Hf₂S is built of layers in which a sheet of sulfur lies between two sheets of hafnium. In the table below the crystal is squeezed and stretched by about 3 % and 6 % in volume, and at each volume the cell's shape and the atoms are free to relax. The energies and pressures come from density functional theory at zero temperature.

Hf₂S (P6₃/mmc, 6 atoms per cell), with cell shape and atoms relaxed at each volume. Ansatz 0.2.0, PBEsol, plane-wave PAW, scalar-relativistic, no spin polarisation; cutoff 420 eV, k mesh 12×12×4, Gaussian smearing 0.1 eV. Energies, extrapolated to zero smearing, count from the minimum of a third-order Birch-Murnaghan fit; pressures come from the stress, positive in compression.

| volume per atom (Å³/atom) | energy over minimum (meV/atom) | pressure (GPa) |
| --- | --- | --- |
| 17.724 | 33.0 | 9.80 |
| 18.289 | 7.9 | 4.55 |
| 18.855 | 0.0 | 0.00 |
| 19.421 | 7.1 | -3.93 |
| 19.986 | 27.0 | -7.31 |

### 1. Which row is the crystal at rest?

The row at 18.855 Å³ per atom has zero pressure and the lowest energy. At smaller volumes the pressure is positive: the crystal pushes outward and has to be held in. At larger volumes it is negative: the crystal pulls inward and has to be held open, which no ordinary press can do but a calculation can.

All five rows describe the same metal. The highest band that the electrons could fill completely overlaps the next one by about 1 eV in each of them, and this overlap changes smoothly with volume. The trend can therefore be read as the response of one electronic state. Spin polarisation was switched off, so whether the crystal would prefer to be magnetic is untested.

### 2. Which costs more, squeezing or stretching?

Squeezing does, at both step sizes. At 6 % it takes 33.0 meV per atom, against 27.0 for stretching. The pressures differ more strongly, with 9.80 GPa on one side and 7.31 GPa of tension on the other.

A molecule of two atoms shows the reason in its simplest form. When the atoms are pushed together, their electron clouds overlap and the repulsion rises steeply. When they are pulled apart, the bond weakens, and the force pulling them back grows more and more slowly. The energy curve is thus steeper on the short side.

The comparison holds for the shape of the curve near its minimum. A crystal has many neighbours at several distances, and here also electrons shared throughout the metal. The calculation gives only total energies, so the division into repulsion and bonding is an argument from theory.

Part of the difference is plain geometry. The steps are equal in volume, and taking 6 % off the volume shortens distances slightly more than adding 6 % lengthens them. In a crystal that keeps its shape, springs perfect in length would make squeezing dearer by a factor of about 1.08. The table gives 33.0/27.0, or 1.22, so the larger part is left to the bonds themselves.

### 3. Do the energies and pressures tell the same story?

Pressure is the resistance met at each small step of compression, and the energy stored is the sum of pressure times volume lost over all the steps. With $E$ the energy over minimum, $V$ the volume per atom and $P$ the pressure,

$$P=-\frac{dE}{dV}.$$

The pressures were obtained from the stress on the cell, not from the slope of the tabulated energies, so adding them up is a real check. Simpson's rule gives the middle pressure of an interval four times the weight of each end. For 6 % compression the mean pressure is

$$\bar P=\frac{9.80+4\times4.55+0.00}{6}\approx4.67\ \text{GPa}.$$

The volume shrinks by $18.855-17.724=1.131$ Å³ per atom, and 1 eV/Å³ equals 160.2 GPa. The stored energy is then

$$E\approx\frac{4.67\times1.131}{160.2}\ \text{eV}\approx33\ \text{meV per atom}.$$

This agrees with the table to about 0.1 meV, and the same sum on the stretched side does equally well. The estimate has no adjustable constant. Its success shows that the two columns are consistent with each other; whether the functional describes real Hf₂S equally well is a separate matter.

### 4. How far is the crystal from a perfect spring?

A spring that is perfect in volume would store the same energy for equal steps either way, in proportion to the square of the step. The simplest correction is a cubic term, which changes sign with the direction. For a fractional volume change $x$,

$$E(x)\approx A x^2-Cx^3,$$

where $A$ measures the stiffness at rest and $C$ the lopsidedness.

Half the sum of the two energies at equal steps isolates the spring part, and half their difference isolates the cubic part. At 6 % these are 30.0 and 3.0 meV per atom, so the correction is a tenth of the spring energy. When the step doubles from 3 % to 6 %, the spring part grows fourfold, as it should. The cubic part should grow eightfold; the table gives a factor between 6.6 and 8.7, because the small difference at 3 % is blurred by rounding.

The formula also explains why the pressures look more lopsided than the energies. Taking the slope multiplies the square term by two but the cubic term by three. The correction therefore weighs half as much again in the pressure.

Another way to say this is that the stiffness itself changes. The bulk modulus is the pressure needed per fractional change of volume. Between neighbouring rows it falls from 167 GPa at the compressed end to 118 GPa at the stretched end. Near rest it is about 141 GPa, so a pressure of 100 bar, or 0.01 GPa, shrinks the crystal by only $0.01/141$, less than a hundredth of a per cent.

### 5. Which direction gives way more?

A layered crystal suggests a pack of cards, easily pressed together along the stacking axis $c$. Hf₂S does the opposite. In the relaxed cells of the same calculation, 6 % compression shortens the in-plane edge $a$ by 2.4 % but $c$ by only 1.2 %. Both directions feel the same pressure, so under pressure from all sides the stacking axis is the stiffer one.

The geometry offers a reason. Neighbouring layers face each other with bare hafnium sheets. From the Hf–S distance and the cell edges, and with the facing sheets staggered, hafnium atoms on either side of the space between layers are about 3.04 Å apart, whereas those within one sheet are 3.35 Å apart. The contact between layers is thus the closest hafnium contact in the crystal, and comparable to the spacing in hafnium metal.

Electron counting allows a metallic bond there. Two hafnium atoms bring eight valence electrons and sulfur takes up two, which leaves six per Hf₂S for bonding among the metal atoms. How many of them sit between the layers can't be read from energies and cell edges; that would take a map of the electron density.

Why the plane is softer is less certain. The Hf–S bonds are inclined to the layer, so $a$ can shrink by tilting them more steeply, without shortening them much. Such tilting would also thicken the layer and so hold up $c$. It can hardly be the whole story, though. If the bonds kept their full length at 6 % compression, the thicker layers in the shorter cell would bring the facing hafnium sheets about 7 % closer, and the close contact between them should resist that. Probably the bonds shorten as well; the atomic positions at each volume would tell.

### 6. What would change if sulfur sheets faced each other?

This is the case in HfS₂, where each hafnium sheet lies between two sulfur sheets. Sulfur has filled its valence shell there, and the layers attract each other mainly by weak van der Waals forces. Such a crystal is soft along the stacking axis. A useful question about a layered solid is therefore which atoms meet across the space between layers. In Hf₂S they are metal atoms with electrons to share, and in HfS₂ they are sulfur atoms with filled shells.

### 7. What would another functional change?

First of all, the volume at which the crystal is at rest. Functionals can disagree on this by a per cent or more, and the pressure at a given volume responds strongly. If the rest volume were 1 % larger, the row now at zero pressure would be under about 1.4 GPa.

The energy of that row is far more forgiving, because the curve is flat at its minimum. By the square law of question 4, a 1 % offset costs only $30.0/6^2$, or about 0.8 meV per atom. On the slopes this protection is lost: at the 6 % rows the same offset would change the energy by roughly 10 meV per atom. Heat and zero-point motion, both absent here, also shift the rest volume. A pressure read from this table at a measured volume should therefore not be trusted to a fraction of a gigapascal.

### 8. Which digits can be trusted?

For comparisons within the table, most of them, as far as these runs can tell: no second k mesh or cutoff was run for this crystal. Smearing, a numerical broadening of the electron occupations, has already been extrapolated away in the tabulated energies, which shifts them relative to one another by at most 0.1 meV per atom. The difference of 6.0 meV between squeezing and stretching by 6 % stands far above that. The difference of 0.8 meV at 3 % has only one rough digit, but the pressures support its sign.

For comparison with a real sample the digits are fewer. The PBEsol functional was used with atomic datasets made for PBE. The relaxation also kept the crystal's symmetry, so a distorted structure of lower energy hasn't been excluded. The stiffening under pressure is the sturdier result, since it rests on differences within one consistent set of calculations. The output printed after this text lists these differences and ratios.

Numerical output:

```
Volume change and stiffness:
     row  volume change in %  bulk modulus from the row above to this row in GPa
  17.724              -5.998                                                 n/a
  18.289              -3.002                                               167.3
  18.855                   0                                               149.3
  19.421               3.002                                               132.9
  19.986               5.998                                               117.9
Cell shape and bands:
     row  change of a in %  change of c in %    c/a  band overlap in eV
  17.724            -2.421            -1.243  3.528               1.017
  18.289            -1.195           -0.6259  3.506               1.015
  18.855                 0                 0  3.486               1.005
  19.421             1.195             0.643  3.467               0.986
  19.986             2.301             1.295  3.452               0.962
Extra energy of compression over stretching at 6 % (meV/atom): 6
Extra energy of compression over stretching at 3 % (meV/atom): 0.8
Pressure size at 6 % compression over that at 6 % stretching: 1.341
Even part of the energy at 6 % (meV/atom): 30
Even part at 6 % over even part at 3 %: 4
Odd part at 6 % over odd part at 3 %: 7.5
Lowest value of that odd ratio allowed by rounding: 6.556
Highest value of that odd ratio allowed by rounding: 8.714
Energy of 6 % compression from the pressures by Simpson rule (meV/atom): 32.94
Energy of 6 % stretching from the pressures by Simpson rule (meV/atom): 27.1
Bulk modulus across the minimum from the two 3 % rows (GPa): 141.2
Pressure shift if the equilibrium volume moved by 1 % (GPa): 1.412
Change of a over change of c at 6 % compression: 1.947
Height between facing Hf sheets of neighbouring layers (angstrom): 2.352
Hf-Hf distance across that space with staggered sheets (angstrom): 3.043
Largest change of a relative energy if smearing is extrapolated away (meV/atom): 0.1002
```
